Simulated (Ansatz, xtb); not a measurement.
Relative energy of two isomers of GeH3O+

Structure X: the triplet with the links of `[OH2+][GeH]`. Structure Y: `[OH][GeH2+]`, a singlet. Both are isolated ions in the gas phase, relaxed with B3LYP/6-31G*; the shapes shown needn't be the lowest conformers.

X (Å):

```
atom    x (Å)    y (Å)    z (Å)
  Ge   2.1118   0.7945   0.4042
   O   0.6446   0.4414  -0.9661
   H   0.2796   1.1678  -1.5117
   H  -0.0553  -0.2216  -0.7951
   H   3.4281   0.1397  -0.2502
```

Y (Å):

```xyz
5

Ge   -0.3947   -0.0524   -0.3627
O     0.4055   -1.2673    0.5548
H     0.4004    0.2971   -1.6206
H    -1.7315    0.5191    0.1366
H    -0.0122   -1.5724    1.3852
```

Task: Estimate E(Y) − E(X) at the level CCSD(T)/def2-TZVPP.

Result: Calculated at CCSD(T)/def2-TZVPP: E(Y) − E(X) = −42.8 kcal/mol, so structure Y lies lower.

How the difference moves with the method:

```csv
level,geometry,E(Y) − E(X) (kcal/mol),departure from the last row (kcal/mol),"job, with rough time for the two"
HF/STO-3G,GFN2-xTB,−59.0,−16.1,"single point, 0.2 s"
r2SCAN-D4/def2-SVP,GFN2-xTB,−41.6,+1.3,"single point, 1.7 s"
B3LYP/6-31G*,B3LYP/6-31G*,−38.1,+4.7,"optimisation, 16 s"
HF/def2-TZVPP,B3LYP/6-31G*,−25.4,+17.5,part of the CCSD(T) run
MP2/def2-TZVPP,B3LYP/6-31G*,−43.6,−0.8,part of the CCSD(T) run
CCSD(T)/def2-TZVPP,B3LYP/6-31G*,−42.8,,"single point, 20 s"
```

As drawn, Y has 1 Ge–H in place of 1 O–H.

The levels shown agree on the order. The largest departure from CCSD(T)/def2-TZVPP is that of HF/def2-TZVPP, 17.5 kcal/mol. At CCSD(T)/def2-TZVPP a singlet with the links of X lies below this triplet.

With harmonic frequencies from B3LYP/6-31G* (ideal gas, rigid rotor, one conformer each, 298.15 K, 1 atm): the zero-point term adds −0.7 kcal/mol; ΔH is −43.9 and ΔG −42.4 kcal/mol.

Open shells are spin-unrestricted. The correlated steps freeze 10 core orbitals; the filled d shell of Ge is correlated, in a basis made for valence electrons. ΔG holds the spin degeneracy. Programs: Ansatz 0.2.0, xtb 6.7.1; the last row on 1 thread of Intel(R) Xeon(R) 6975P-C (Granite Rapids) on a shared host.

The preference for Y combines a change of bonding with a change of spin. In Y, germanium is formally tetravalent, with two Ge–H bonds and a short, polar Ge–O bond that oxygen lone-pair donation into the vacant germanium p orbital probably strengthens. In X, water is only a dative donor to GeH⁺, whose triplet state requires promoting an electron from the germanium 4s-like lone pair into a 4p orbital. The gap therefore includes a promotion cost and can't be read as the energy of moving a hydrogen from oxygen to germanium on one spin surface.

Correlation favours Y because the singlet has one more opposite-spin electron pair, which Hartree–Fock treats poorly relative to the triplet's parallel spins. This explains why HF/def2-TZVPP gives too small a gap; MP2 recovers the whole difference and overshoots CCSD(T) by 0.8 kcal/mol. The overshoot of HF/STO-3G probably reflects its minimal basis. Whether hydroxygermyl also lies below the singlet water complex remains open, since divalent germanium, with its 4s pair retained, is a serious competitor.
